**Setup and premises**

I treat each para-H$_2$ molecule ($v=0$, $J=0$) as a spinless point particle of mass $m$. Energies are in K, lengths in Å, imaginary time $\tau$ in K$^{-1}$, and $D=\hbar^2/2mk_B$. For $N$ molecules

$$H=-D\sum_{i=1}^N\nabla_i^2+V(\mathbf r_1,\dots,\mathbf r_N).$$

A free cluster has no normalisable eigenstate until the centre of mass is removed. I use orthonormal Jacobi coordinates $R\in\mathbb R^d$, $d=3(N-1)$, in which $H=-D\nabla^2+V(R)$ and each permutation of molecules is an orthogonal map. $H$ acts on all of $L^2(\Omega)$, with no exchange symmetry imposed. "Absolute ground state" refers to this space.

- **P1.** $V$ is a real multiplication operator (local, no vector potential, no spin), invariant under permutations, bounded below, bounded on compact subsets of $\Omega$, and continuous apart from jumps on smooth surfaces.
- **P2.** $\Omega$ is open, connected and permutation invariant. Hard cores and points where $V\to+\infty$ are cut out, with $\psi=0$ on the cut.
- **P3.** $E_0=\inf\operatorname{spec}H$ lies below the lowest threshold for breaking into two fragments. By the HVZ theorem the essential spectrum starts at that threshold, so $E_0$ is then an isolated eigenvalue.

P2 holds for a free cluster in three dimensions, even with hard cores. Multiplying $R$ by $s\ge1$ increases every distance, so I can dilate any configuration until the cores are tiny compared with the separations, and well separated molecules can be steered around one another into any arrangement. P3 is a physical input: the cluster must be bound.

I take two theorems as given, the Trotter product formula and HVZ. The rest follows below.

**Step 1. Feynman–Kac form of the propagator**

Let $G(R',R;\tau)$ be the kernel of $e^{-\tau H}$. For $V=0$ on $\mathbb R^d$ it is a product of one-dimensional Gaussians,

$$G_0=\prod_{\alpha=1}^d g(R'_\alpha-R_\alpha;\tau),\qquad g(x;\tau)=(4\pi D\tau)^{-1/2}e^{-x^2/4D\tau},$$

which solves $\partial_\tau g=D\,\partial_x^2g$ and is the transition density of Brownian motion. The free Dirichlet kernel $G_0^\Omega$ is the weight of those Brownian paths that stay in $\Omega$. With $T$ the Dirichlet kinetic operator, Trotter gives $e^{-\tau H}=\lim_n(e^{-\tau T/n}e^{-\tau V/n})^n$. The $n$-fold product is an average over surviving paths of $\exp[-(\tau/n)\sum_kV(R(k\tau/n))]$. A surviving path is continuous and compact in $\Omega$, so $V$ is bounded along it, and it spends zero time on a jump surface, so the Riemann sum converges. Since $V$ is bounded below the weights are dominated by a constant and the limit passes inside the average:

$$G(R',R;\tau)=G_0(R',R;\tau)\,\Big\langle \mathbb 1[\text{path in }\Omega]\;e^{-\int_0^\tau V(R(s))\,ds}\Big\rangle_{R\to R'} .$$

The average runs over Brownian bridges. $G$ is real, symmetric and $\ge0$. Non-negativity is too weak for uniqueness, so I need $G>0$.

**Step 2. Strict positivity**

One dimension first. Take the interval $(-\eta,\eta)$ and $|x|,|y|\le\eta/4$. By the reflection principle the paths from $y$ to $x$ in time $t$ that touch $+\eta$ have weight $g(2\eta-x-y;t)$, and those that touch $-\eta$ have weight $g(2\eta+x+y;t)$. Subtracting both removes paths that touch both walls twice, so the surviving weight obeys

$$g_{\rm in}\ge g(x-y)-g(2\eta-x-y)-g(2\eta+x+y).$$

Here $|x-y|\le\eta/2$ and both image distances are at least $3\eta/2$. Each ratio image/direct is at most $\exp[-(\tfrac94-\tfrac14)\eta^2/4Dt]=e^{-\eta^2/2Dt}$. For $t\le\eta^2/(2D\ln4)$ this is at most $1/4$, hence $g_{\rm in}\ge\tfrac12\,g(x-y)$.

Now the chain. An open connected set is path connected, so a curve $\gamma\subset\Omega$ joins $R$ to $R'$. It is compact, so some $\eta>0$ exists such that every closed cube of half-side $\eta$ centred on $\gamma$ lies in $\Omega$. The union of these cubes is compact, and $V\le V_\gamma<\infty$ on it. Choose points $R_0=R,\dots,R_M=R'$ on $\gamma$ with neighbours within $\eta/8$ in every coordinate, and $M$ so large that $t=\tau/M\le\eta^2/(2D\ln4)$. The semigroup property reads

$$G(R',R;\tau)=\int dX_1\cdots dX_{M-1}\prod_{k=0}^{M-1}G(X_{k+1},X_k;t),\qquad X_0=R,\;X_M=R'.$$

The integrand is non-negative, so restricting each $X_k$ to the cube of half-side $\eta/8$ about $R_k$ gives a lower bound. Then $X_k$ and $X_{k+1}$ both lie within $\eta/4$ of $R_k$ in each coordinate. In each factor I keep only paths inside the cube of half-side $\eta$ about $R_k$. The coordinates of a Brownian path are independent, so

$$G(X_{k+1},X_k;t)\ge e^{-tV_\gamma}\,2^{-d}(4\pi Dt)^{-d/2}e^{-d\eta^2/16Dt}\equiv q>0,$$

and $G(R',R;\tau)\ge q^M(\eta/4)^{d(M-1)}>0$ for all $R,R'\in\Omega$, $\tau>0$. Connectedness entered once, in the existence of $\gamma$. The bound can be absurdly small when $\gamma$ crosses a high barrier, and I return to that under validity.

**Step 3. Perron–Frobenius argument**

$A=e^{-\tau H}$ is bounded and self-adjoint, with $\langle\phi,A\phi\rangle\le\lambda_0\|\phi\|^2$, $\lambda_0=e^{-\tau E_0}$. By P3, $\lambda_0$ is an eigenvalue. The kernel is real, so real and imaginary parts of an eigenfunction are separately eigenfunctions or zero, and I take $\psi$ real and normalised. Write $\psi=\psi_+-\psi_-$, $|\psi|=\psi_++\psi_-$, with $\psi_\pm\ge0$. Expanding both quadratic forms and using the symmetry of $G$,

$$\langle|\psi|,A|\psi|\rangle-\langle\psi,A\psi\rangle=4\langle\psi_+,A\psi_-\rangle=4\iint\psi_+(R')\,G(R',R;\tau)\,\psi_-(R).$$

The right side is $\ge0$. The left side is $\le\lambda_0-\lambda_0=0$, because $\||\psi|\|=1$. So the double integral vanishes, and with $G>0$ everywhere either $\psi_+$ or $\psi_-$ is zero almost everywhere. Fix the sign so that $\psi\ge0$.

*No nodes.* $\psi(R')=\lambda_0^{-1}\int G(R',R;\tau)\psi(R)\,dR>0$ at every $R'\in\Omega$, since $G>0$ and $\psi\ge0$ is not zero.

*No degeneracy.* If the eigenspace had dimension two or more, it would hold two real orthogonal functions. Each has one strict sign, so their overlap cannot vanish. The eigenspace is spanned by one function $\Psi_0>0$.

*Converse.* An eigenfunction $\chi\ge0$ overlaps $\Psi_0$, so its eigenvalue is $E_0$ and $\chi\propto\Psi_0$. A nodeless eigenstate is the ground state.

**Step 4. Total symmetry**

Let $P$ be an orthogonal map of $\Omega$ onto itself that leaves $V$ unchanged, acting as $(P\psi)(R)=\psi(P^{-1}R)$. It commutes with $H$, so $P\Psi_0=c\Psi_0$ by non-degeneracy. Unitarity gives $|c|=1$. Both $P\Psi_0$ and $\Psi_0$ are positive, so $c=+1$. This covers all $N!$ permutations, and for a free cluster also rotations and inversion. The absolute ground state is therefore the Bose ground state, $E_B=E_0$, with $L=0$ and even parity. A cluster with a geometric shape has it only in internal correlations, since $\Psi_0$ weights all orientations and all relabellings equally.

**Step 5. Every other exchange symmetry lies higher**

Let $\Phi$ be antisymmetric under at least one transposition $P_{ij}$. Then $\langle\Psi_0,\Phi\rangle=\langle P_{ij}\Psi_0,P_{ij}\Phi\rangle=-\langle\Psi_0,\Phi\rangle=0$. Let $E_1$ be the bottom of the spectrum of $H$ on the complement of $\Psi_0$. As $E_0$ is isolated (P3) and simple (Step 3), $E_1>E_0$, and the variational principle gives

$$E_F\ge E_1>E_0=E_B .$$

The energy cost has a closed form. Because $\Psi_0>0$, any real $\Phi$ can be written $f\Psi_0$. Using $H\Psi_0=E_0\Psi_0$,

$$(H-E_0)(f\Psi_0)=-D(\Psi_0\nabla^2f+2\nabla\Psi_0\cdot\nabla f)=-\frac{D}{\Psi_0}\nabla\cdot(\Psi_0^2\nabla f).$$

Multiplying by $f\Psi_0$ and integrating by parts (the surface term carries $\Psi_0^2$, which vanishes on hard walls and at infinity),

$$\langle\Phi|H-E_0|\Phi\rangle=D\int\Psi_0^2\,|\nabla f|^2\,dR .$$

An antisymmetric $f$ changes sign, so on a connected $\Omega$ it cannot be constant and pays gradient energy. On a disconnected $\Omega$ it can be $+1$ on one piece and $-1$ on another at no cost.

**Step 6. Spin, two electrons, and why the molecule is para**

For spin-$\tfrac12$ fermions with spin-free $H$, each component $\Phi_{\sigma_1\dots\sigma_N}(R)$ at fixed spin labels solves the same spatial equation. If $\sigma_i=\sigma_j$, overall antisymmetry makes that component antisymmetric under $P_{ij}$.

- $N\ge3$: two of the labels always coincide, every component is orthogonal to $\Psi_0$, and $E_F>E_B$ strictly.
- $N=2$: $\Psi_0(\mathbf r_1,\mathbf r_2)\,(\alpha\beta-\beta\alpha)/\sqrt2$ is antisymmetric overall and has $S=0$. It is an allowed state with energy $E_0$, so here the fermion ground energy equals $E_B$. Triplet spin functions are symmetric and need an antisymmetric spatial factor, so $E_{S=1}>E_{S=0}$.

Coulomb attraction violates the lower bound in P1. Steps 2 to 5 survive. Cutting out the coalescence points, which have codimension three, leaves $\Omega$ connected with $V$ bounded on compact subsets, which is all Step 2 uses. That the Feynman–Kac formula stays valid and finite follows from the Coulomb potential being of Kato class, which I quote without proof.

One H$_2$ molecule meets this twice. With clamped protons $\Psi_0$ is symmetric in the electrons and invariant under the point group, which gives $^1\Sigma_g^+$. For the nonrelativistic four-body problem (mass-scaled coordinates restore the form $-D\nabla^2$), $\Psi_0$ is symmetric in the electrons and also in the protons, which are spin-$\tfrac12$ fermions. The ground state is an electron singlet and a proton singlet with zero total orbital angular momentum: para-H$_2$, $J=0$. For (H$_2$)$_N$ with $N\ge2$ there are four or more electrons, and the nodeless state of the all-particle Coulomb Hamiltonian is forbidden. The cluster result belongs to the molecular model, where the electronic antisymmetry is already inside $V$. Exchanging two molecules swaps two electron pairs and two proton pairs, $(-1)^4=+1$, so the symmetric $\Psi_0$ is the physical state.

**Step 7. Consequence for DMC**

Take a guiding function $\Psi_T>0$ in $\Omega$, let $\phi(\tau)=e^{-\tau(H-E_T)}\Psi_T$ and $\rho=\Psi_T\phi$. With the local energy $E_L=V-D\nabla^2\Psi_T/\Psi_T$,

$$D\nabla^2\rho-2D\nabla\cdot(\phi\nabla\Psi_T)=D\Psi_T\nabla^2\phi-D\phi\nabla^2\Psi_T ,$$

and adding $-(E_L-E_T)\rho$ turns the right side into $\Psi_T[D\nabla^2\phi-(V-E_T)\phi]=\partial_\tau\rho$. Hence

$$\partial_\tau\rho=D\nabla^2\rho-\nabla\cdot(2D\,\rho\,\nabla\ln\Psi_T)-(E_L-E_T)\rho,$$

which is diffusion, drift and branching. Its kernel $\Psi_T(R')\,G(R',R;\tau)\,e^{\tau E_T}/\Psi_T(R)$ is positive, so all walker weights are positive. The overlap $c_0=\langle\Psi_0,\Psi_T\rangle$ is positive, and the spectral theorem gives

$$\|e^{-\tau(H-E_0)}\Psi_T-c_0\Psi_0\|\le e^{-\tau(E_1-E_0)}\|\Psi_T\| .$$

The mixed estimator $\int\rho E_L/\int\rho=\langle\Psi_T|He^{-\tau H}|\Psi_T\rangle/\langle\Psi_T|e^{-\tau H}|\Psi_T\rangle$ tends to $E_0$. It is the Rayleigh quotient of $e^{-\tau H/2}\Psi_T$, so it approaches from above. Walkers are labelled particles and need no symmetrisation, because the limit is symmetric by Step 4.

For an antisymmetric target of energy $E_A$ without fixed nodes I would propagate the positive and negative parts of an antisymmetric start separately. Each part overlaps $\Psi_0$, so the total weight goes as $e^{-\tau E_0}$, while the antisymmetric signal goes as $e^{-\tau E_A}$. With $\Delta=E_A-E_0$ and $\mathcal M$ independent walkers the signal-to-noise ratio scales as $\sqrt{\mathcal M}\,e^{-\tau\Delta}$, and the cost at fixed relative statistical error as $e^{2\tau\Delta}$. The theorem that frees bosons from signs is the one that makes $\Delta>0$ for fermions.

**Range of validity**

1. Reality of $H$ does not suffice. What is needed is a positive kernel. A three-site ring with hopping $+t$, $t>0$, is real and has eigenvalues $-t,-t,2t$: a degenerate ground level. Nonlocal pseudopotentials can produce negative kernel elements in the same way. A magnetic field acting on charges, twisted boundary conditions or a rotating frame attach phases to paths, and spin-orbit or Zeeman terms remove the spin-free premise of Step 6.
2. Connectedness fails for impenetrable cores on a line, where $\Omega$ splits into $N!$ orderings and $E_F=E_B$. It can fail for hard cores packed in a tight container.
3. Without P3 there may be no ground eigenstate, and only $E_B\le E_F$ remains.
4. The theorem gives no size for $E_1-E_0$. In a rigid, solid-like cluster exchange goes by tunnelling, states of other permutation symmetry crowd close to $E_0$, and walkers pass slowly between isomers.
5. DMC keeps its time-step bias, population-control bias and statistical error, and operators that do not commute with $H$ need pure estimators. Excited states, $L>0$ included, are orthogonal to $\Psi_0$, so their real forms change sign.
6. The point-particle model drops rotor anisotropy. With a typical rotational constant $B\approx59$ cm$^{-1}$, ortho $J=1$ lies at $2B\approx1.7\times10^2$ K and $J=2$ at $6B\approx5.1\times10^2$ K. Keeping rigid rotors adds a sphere of orientations per molecule. The chain argument is local and carries over, and the positive ground state is even under each end-over-end flip, so it is all-para.

**Numerical illustration: the para-H$_2$ dimer**

With $m=2.016$ u, $D=12.03$ K Å$^2$. The Jacobi coordinate is $\mathbf r/\sqrt2$ with $\mathbf r=\mathbf r_1-\mathbf r_2$, so $H=-\Lambda\nabla_r^2+V(r)$, $\Lambda=2D=24.06$ K Å$^2$. Exchange is $\mathbf r\to-\mathbf r$, with sign $(-1)^\ell$. I use a solvable model: hard core for $r<a=2.7$ Å, $V=-V_0=-28$ K for $a<r<b=4.7$ Å, zero beyond, width $w=2.0$ Å. I chose these inputs so that the binding is near the typical value for this dimer, about 4 K, and $E_0$ is therefore no prediction. The radial function $u=r\psi$ obeys $-\Lambda u''+[V+\Lambda\ell(\ell+1)/r^2]u=Eu$. Set $k^2=(V_0+E)/\Lambda$, $\kappa^2=-E/\Lambda$.

*$\ell=0$.* Inside $u_0=\sin k(r-a)$, outside $u_0\propto e^{-\kappa r}$. Matching gives $k\cot kw=-\kappa$. With $x=kw$ and $X=w\sqrt{V_0/\Lambda}=2.158$, this becomes $x=X|\sin x|$ with $\cot x<0$. As $\pi/2<X<3\pi/2=4.712$, there is exactly one $s$ state: $x=1.980$, $k_0=0.990$ Å$^{-1}$, $\kappa_0=0.429$ Å$^{-1}$,

$$E_0=-4.43\ \text{K}=-3.08\ \text{cm}^{-1}.$$

Since $x<\pi$, $u_0>0$ for all $r>a$, and by the converse in Step 3 this is the absolute ground state. It lies below the threshold at zero, so P3 holds. The probability of $r>b$ is 0.45.

*$\ell=1$.* The centrifugal term grows with $\ell$, so this is the lowest antisymmetric level, threefold degenerate. Inside, $u_1=\sin\theta/(kr)-\cos\theta$ with $\theta=k(r-a)+\arctan ka$, where the phase makes $u_1(a)=0$. Outside, $u_1\propto e^{-\kappa r}(1+1/\kappa r)$. It is simplest to match $u'/u+1/r$. Inside $u_1'+u_1/r=k\sin\theta$, and outside $u_1'/u_1+1/r=-\kappa^2r/(1+\kappa r)$. Equating the reciprocals at $b$,

$$kb\cot\theta_b=1+\frac{k^2}{\kappa^2}(1+\kappa b),\qquad\theta_b=kw+\arctan ka .$$

The root is $k_1=1.037$ Å$^{-1}$, $\kappa_1=0.297$ Å$^{-1}$, $\theta_b=3.302$, $E_A=-2.13$ K, so

$$\Delta=E_A-E_0=2.30\ \text{K}=1.60\ \text{cm}^{-1}>0 .$$

Two consistency tests. Multiplying each radial equation by the other solution and subtracting gives $\Delta=2\Lambda\int u_0u_1r^{-2}dr/\int u_0u_1\,dr$, positive because both radial functions are. The gradient formula of Step 5 with $f=z/r=\cos\vartheta$ has $|\nabla f|^2=\sin^2\vartheta/r^2$ and angular averages $2/3$ over $1/3$, so $\Delta\le2\Lambda\langle r^{-2}\rangle_0$. Quadrature gives $\langle r^{-2}\rangle_0=0.0491$ Å$^{-2}$ and the bound 2.36 K, above 2.30 K as it must be.

Two ground-state para molecules cannot occupy $\ell=1$. It is the ground level that spinless fermions of the same mass and potential would have. On a line the same potential gives $u_0(|x|)$ and $\operatorname{sign}(x)\,u_0(|x|)$, both at $-4.43$ K, so $\Delta=0$: the gap of 2.30 K exists because in three dimensions the molecules can go around each other.

The dropped anisotropy does not rival this gap. An assumed $J=0\to2$ matrix element as large as 5 K would shift a level by about $(5\ \text{K})^2/6B=0.05$ K.

For DMC at $\tau=1$ K$^{-1}$: with a spherical $\Psi_T$ the only competing states are the $s$-wave continuum, damped relative to $\Psi_0$ by at least $e^{-4.43}=0.012$, with all weights positive. An unconstrained antisymmetric run has its signal down to $e^{-2.30}=0.10$ of the total weight and needs $e^{4.60}\approx99$ times more walkers for the same relative statistical error. These numbers are the model's. The square well lacks the dispersion tail, which tends to make its dimer more compact than a realistic potential would at equal binding, and since $\Delta$ scales roughly with $\langle r^{-2}\rangle$, the model's gap of 2.30 K leans to the high side.